The pressure of a crystal at a fixed cell is minus the slope of its energy against volume:

P = −dE/dV

Here E is the energy per atom and V the volume per atom. Each program obtained P from the stress in one self-consistent run on the same copper cell, with the nuclei at rest and the cell held fixed. A positive value means that the cell pushes outward, as a squeezed solid does.

Calculated values. Static pressure of fcc copper at 11.81 Å³ per atom, positive in compression, from Kohn-Sham DFT with the PBE functional, without spin polarisation or spin-orbit coupling. All runs use a 13×13×13 k mesh and Fermi-Dirac occupations with a width of 0.05 eV. Basis entries given only in eV are plane-wave cutoffs, and the Ansatz PAW pressure leaves out the Pulay correction.

```
         program                              potentials                      basis  pressure (GPa)
          SIESTA              PseudoDojo 0.4 standard NC                        DZP           0.750
Quantum ESPRESSO                 SSSP 1.3 efficiency PBE                     748 eV           1.220
          Ansatz                              Ansatz PAW                     420 eV           1.540
          ABINIT                        JTH PAW PBE v2.0                     707 eV           1.590
     Ansatz LAPW  all electron LAPW, scalar relativistic  0.001 eV/atom basis error           1.640
            GPAW    GPAW PAW data sets (gpaw data 1.2.1)                     600 eV           3.060
```

The sign is the same in every row: with this functional, each program finds the copper cell too small. The nearest neighbours sit 2.556 Å apart, close to the spacing in real copper, so real copper of this size would be near zero pressure. The programs disagree about how strongly the cell pushes. The common sign and the disagreement have different origins.

The common outward push belongs to the functional. In a metal, the kinetic energy of the electrons drives the atoms apart and the bonding pulls them together, and the equilibrium volume is where the two slopes cancel. PBE is known to make the pull slightly too weak in metals such as copper, which leaves an outward remainder at the real spacing. The resting nuclei do not explain this remainder. Vibrations would add a further outward push, roughly one to two gigapascals depending on temperature, so the weakness of the binding is larger than the static pressure suggests.

How much larger the cell wants to be follows from its stiffness. The bulk modulus B is defined by B = −V dP/dV. Over a small expansion B hardly changes, so the pressure falls to zero when the volume has grown by

ΔV/V = P/B

For the all-electron row, Ansatz LAPW, P is 1.64 GPa, and B of copper is roughly 140 GPa, a recalled value taken from no row:

ΔV/V = 1.64/140 = 0.012

The cell would grow by about 1.2 % in volume, from 11.81 to 11.95 Å³ per atom. The lattice constant would grow by a third of that percentage, about 0.4 %. The estimate is as good as the value of B, and slightly low because a metal softens as it expands. It shows that a pressure of one or two gigapascals is a small misfit of size in a solid as stiff as copper.

The disagreement between the rows has to come from the numerical treatment, that is from the atomic data, the basis and the grids, since cell, functional and k mesh are shared. Two limiting cases show which errors matter. If a program misjudges the energy by the same amount at every volume, the slope is untouched, however large the error. If the error changes with volume, all of that change enters the pressure.

The first case is present here in an extreme form. The energy per atom is only a few electronvolts below zero in the GPAW run and −45034 eV in the LAPW run, because the two programs count from different zeros. The gap is enormous, yet almost all of it is the same at every volume, so the pressures can still be compared. What separates the rows is the small part of the error that varies as the atoms move closer together.

How small that part is can be seen from the row that departs most from LAPW. GPAW lies 1.42 GPa higher, and 1 eV/Å³ equals about 160 GPa. Over 1 % of the cell volume, which is 0.118 Å³, the two energy curves therefore drift apart by

(1.42/160) eV/Å³ × 0.118 Å³ ≈ 0.001 eV

An energy drift of one thousandth of an electronvolt per atom is enough to produce the most conspicuous value in the table. This is why pressure is a severe test of how an atom is described.

The table opens with SIESTA, at 0.75 GPa, which is 0.89 GPa below LAPW. It is the only row that builds its electron states from a small set of orbitals fixed to the atoms. The basis DZP has two radial shapes for each valence shell and an added shell for polarisation. Plane waves fill the space between the atoms evenly, whereas such orbitals reach only as far as their tails.

The levels of the same run point to the limits of this basis. At the centre of the Brillouin zone, the occupied d levels lie about 0.13 eV deeper below the Fermi energy than in LAPW, a shift that the potential could cause as well. The empty levels are clearer evidence. The first lies at 29.4 eV above the Fermi energy and is degenerate, whereas LAPW has a single level at 22.4 eV. The two are therefore different states, and the single one is missing from its place in the SIESTA run. An empty level holds no electrons and exerts no pressure, but its absence shows that the basis cannot properly form some of the spread-out waves that the crystal allows. The run also carries a warning that its basis is short above the 3s and 3p shells: the atomic level from which that part is made is off by more than 1 eV.

A short orbital basis can lower the pressure in the following way. When the atoms are far apart, each has only its own orbitals, and the energy is too high by the full basis error. When they are pushed together, each atom can also use the tails of its neighbours' orbitals, and the error shrinks. Compression is then rewarded by a spurious gain in energy, which pulls the cell inward. The sign agrees with the SIESTA row. A short basis can also err the other way, though, if the squeezed atoms need shapes that it lacks, and the share of the 0.89 GPa that comes from the basis is untested, since the potential differs from those of the other rows as well.

Quantum ESPRESSO comes next, 0.42 GPa below LAPW. Its occupied d levels agree with those of LAPW to within 0.01 eV, far better than SIESTA's, and still the pressure is off. The two facts are compatible. A level measured from the Fermi energy is a difference at one volume, while the pressure records how the whole energy changes from one volume to the next. Good bands at one cell size are therefore no guarantee of a good pressure.

One simplification in this row deserves attention: only 11 electrons per atom are treated, and the 3s and 3p shells are frozen in the form they have in a free atom. For a free atom this costs nothing. In the crystal it costs a little, because 3s and 3p occupy the same region of space as 3d and would adjust when the 3d electrons do. The cost depends on how far the atom has been changed by its neighbours, and so on the volume. If it grows as the atoms are pushed together, as one would expect, it raises the pressure, so freezing alone would not explain a value below LAPW.

The middle of the table, Ansatz, ABINIT and Ansatz LAPW, is a plateau. The three values lie within 0.10 GPa of one another, although the first two replace the region near the nucleus by prepared PAW data and the third treats all electrons explicitly. All three let the 3s and 3p shells respond, with 19 electrons per atom treated as band states. That two different PAW data sets meet the all-electron result is the best support in the table for a value near 1.6 GPa. The electron number alone does not secure it, since SIESTA also treats 19.

The order within the plateau has no physical meaning, and the Ansatz row shows why. Its pressure was taken with a fixed set of plane waves. When a cell expands, each of these waves is stretched with it and the finest detail that the set can draw becomes coarser, so the energy falls a little too slowly as the volume grows and the pressure comes out too low. The correction for this, named after Pulay, is 0.13 GPa in this run. Adding it lifts Ansatz from the lowest of the three to the highest, at 1.67 GPa.

In the limit of infinitely many plane waves this correction vanishes, because stretching a complete set leaves it complete. It is thus a measure of how unfinished the basis is for this atom, and not a physical property of copper. A difference of a tenth of a gigapascal between two such runs should be read as a difference of settings or atomic data.

The table ends with a jump to GPAW at 3.06 GPa, nearly twice the LAPW value. The electrons are in the same state as elsewhere: the occupied d levels agree with LAPW to about 0.03 eV. Like Quantum ESPRESSO, this run freezes the 3s and 3p shells. That makes the two rows a useful pair, because an effect that both share should move both in much the same way.

They do not move together. Quantum ESPRESSO lies below LAPW and GPAW above it, and the distance between them is 1.84 GPa, more than either row's distance from LAPW. Freezing the shells may contribute to both values, but it cannot be what sets them so far apart. The cause must lie in what differs between the two runs, chiefly the prepared atomic data, the plane-wave cutoff and the grids that hold the density.

Of these, the atomic data are a likely source of GPAW's high value. Too few plane waves lower a pressure of this kind, as the Ansatz row showed, and GPAW is too high. Atomic data sets, by contrast, can err in either direction. Each is built to reproduce a free atom, and inside a chosen radius it replaces the rapidly varying electron waves by smooth ones with a limited set of corrections. As neighbours approach, the true waves change shape, and the corrections follow them more or less well depending on how the set was made. No run here changes the data set or the density grid alone, so this remains a suspicion.

For practical work, the whole spread of 2.31 GPa corresponds to about 0.55 % in the lattice constant, by the same estimate as above. That is tolerable when a cell size is wanted to one per cent. It is not tolerable when a cell relaxed in one program is passed to another and the remaining stress is read as a property of the material. A cell brought to zero pressure with the GPAW settings would appear stretched by about 2 GPa with the SIESTA settings, although nothing had been done to the copper.

The same reasoning carries over to a neighbouring case. The error in pressure depends on how the description of the atom changes as its neighbours approach, and the error in size is that pressure divided by the stiffness. For equal errors in pressure, a softer metal would thus show the larger error in volume. Pressure differences between two volumes in one program are safer than absolute pressures from two programs, because the part of the slope error that is common to both volumes cancels.
